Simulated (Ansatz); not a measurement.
## From GeH3(CH3) to Ge(CH3)F3: predicting a member

On one Ge centre that keeps CH3, n of the H ligands are replaced by F. The dipole moment y in D at wB97M-V/def2-TZVPP. Shapes: PBE0-D4/def2-TZVP. Programs: Ansatz 0.2.0.

| molecule | n | y (D) |
| --- | --- | --- |
| GeH3(CH3) | 0 | 0.69 |
| GeH2(CH3)F | 1 | 2.45 |
| GeH(CH3)F2 | 2 | ? |
| Ge(CH3)F3 | 3 | 3.62 |

Problem. Fit y = c + s·n to the known rows and predict GeH(CH3)F2.

Solution. 
1. Means of the 3 rows: n = 1.33333, y = 2.253.
2. Σ(Δn)² = 4.6667, Σ(Δn·Δy) = 4.2967, so the slope is 4.2967/4.6667 = 0.92071.
3. Intercept: 2.253 − (0.92071) × 1.33333 = 1.025. The largest residual of the fit is 0.50.
4. GeH(CH3)F2: 1.025 + (0.92071) × 2 = 2.87 D.

The run gave 3.17 D, so the prediction is off by -0.30 D, within the largest residual. The step per swap drifts from +1.76 to +0.45 D. Other levels give for GeH(CH3)F2: PBE-D4/def2-TZVPP 3.03; B3LYP-D4/def2-TZVPP 3.18 D. Relativity is left out for Ge.

The dipole moment rises with every fluorine, but by less each time, because it is a vector sum and not a count of polar bonds. The first Ge–F bond adds a large moment to a weakly polar molecule. Later ones point in different directions, so their components perpendicular to the resultant partly cancel. That the moment still grows up to Ge(CH3)F3 probably reflects the methyl group: as an electron donor opposite the three fluorines, it would reinforce their combined moment along the Ge–C axis.

A straight line cannot follow this curvature. It runs too low at GeH2(CH3)F and again at GeH(CH3)F2, so the miss of -0.30 D is a systematic error of the linear form and not scatter. The spread between 3.03 and 3.18 D across the functionals is smaller than this miss, which also points to the fit as the main weakness. The slope should therefore not be read as a transferable Ge–F bond moment, nor the rising dipole as a measure of the charge on germanium.
